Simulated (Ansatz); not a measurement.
# A series in volume per atom on MgO

Results calculated with Ansatz 0.2.0 development build, not measured. Equation of state of a cubic crystal from periodic Kohn-Sham density functional theory without spin; pressure corrected for the finite basis.

Cell of the first row (space group Fm-3m, No. 225):
```
CELL_PARAMETERS angstrom
0.00000 2.08370 2.08370
2.08370 0.00000 2.08370
2.08370 2.08370 0.00000
ATOMIC_POSITIONS crystal
Mg 0.00000 0.00000 0.00000
O 0.50000 0.50000 0.50000
```

Settings of every row: formula MgO; structure type rock salt; functional PBE; spin treatment none; k mesh 44x44x44; occupation method fermi-dirac; occupation width 0.061225619 eV; wave cutoff 420 eV; datasets soft-1 PAW; density cutoff ratio 4.

| row | volume per atom (Å³) | pressure (GPa) | energy above lowest point (meV/atom) |
| --- | --- | --- | --- |
| 1 | 9.047 | 10.498 | 17.98 |
| 2 | 9.24 | 6.638 | 7.73 |
| 3 | 9.432 | 3.158 | 1.87 |
| 4 | 9.625 | 0.016 | 0 |
| 5 | 9.817 | -2.82 | 1.71 |
| 6 | 10.01 | ? | ? |
| 7 | 10.202 | -7.698 | 14.54 |

Question: what pressure and energy above lowest point should row 6 give?

Worked fit of pressure. Take u = (V_r/V)^(2/3) − 1 with V_r = 9.5285 Å³ an atom, which is twice the finite (Eulerian) strain; such expansions in the strain, on which the Birch-Murnaghan equation of state is built, carry the rest volume and the bulk modulus. The shown rows have u = 0.03517, 0.02071, 0.00681, -0.0067, -0.01969, -0.04451. Least squares give pressure = 1.5495 + 233.734 × u + 585.09 × u² GPa; a straight line predicts inner rows, each left out in turn, worse (root mean square 0.37 against 0.01 GPa). The rows lie off it by 0.004, -0.003, -0.010, 0.006, 0.006, -0.003 (root mean square 0.0059 GPa). The pressure vanishes at u = -0.0067, or V = 9.626 Å³ an atom, and there the bulk modulus at fixed shape and fractions is B = −V dP/dV = (2/3)(1 + u) dP/du = 150 GPa. The withheld row has u = -0.03233, so the fit gives 1.5495 + 233.734 × (-0.03233) + 585.09 × (-0.03233)² = -5.396 GPa.

The calculation gave -5.384 GPa. The fit lies 0.012 GPa (0.066 % of the column's range) below it; its largest miss of a shown row is 0.010 GPa.

Worked fit of energy above lowest point. Take u = (V_r/V)^(2/3) − 1 with V_r = 9.5285 Å³ an atom, which is twice the finite (Eulerian) strain; such expansions in the strain, on which the Birch-Murnaghan equation of state is built, carry the rest volume and the bulk modulus. The shown rows have u = 0.03517, 0.02071, 0.00681, -0.0067, -0.01969, -0.04451. Least squares give energy above lowest point = 0.468 + 138.58 × u + 10217.7 × u² meV/atom; a straight line predicts inner rows, each left out in turn, worse (root mean square 6.4 against 0.015 meV/atom). The rows lie off it by 0.00, 0.01, -0.02, 0.00, 0.01, 0.00. Its lowest point lies at u = -0.0068, or V = 9.626 Å³ an atom, and the curvature there gives the bulk modulus at fixed shape and fractions, B = (4/9)(1 + u)² E″(u)/V = 149 GPa. The withheld row has u = -0.03233, so the fit gives 0.468 + 138.58 × (-0.03233) + 10217.7 × (-0.03233)² = 6.67 meV/atom.

The calculation gave 6.67 meV/atom. The fit meets it to the printed digit.
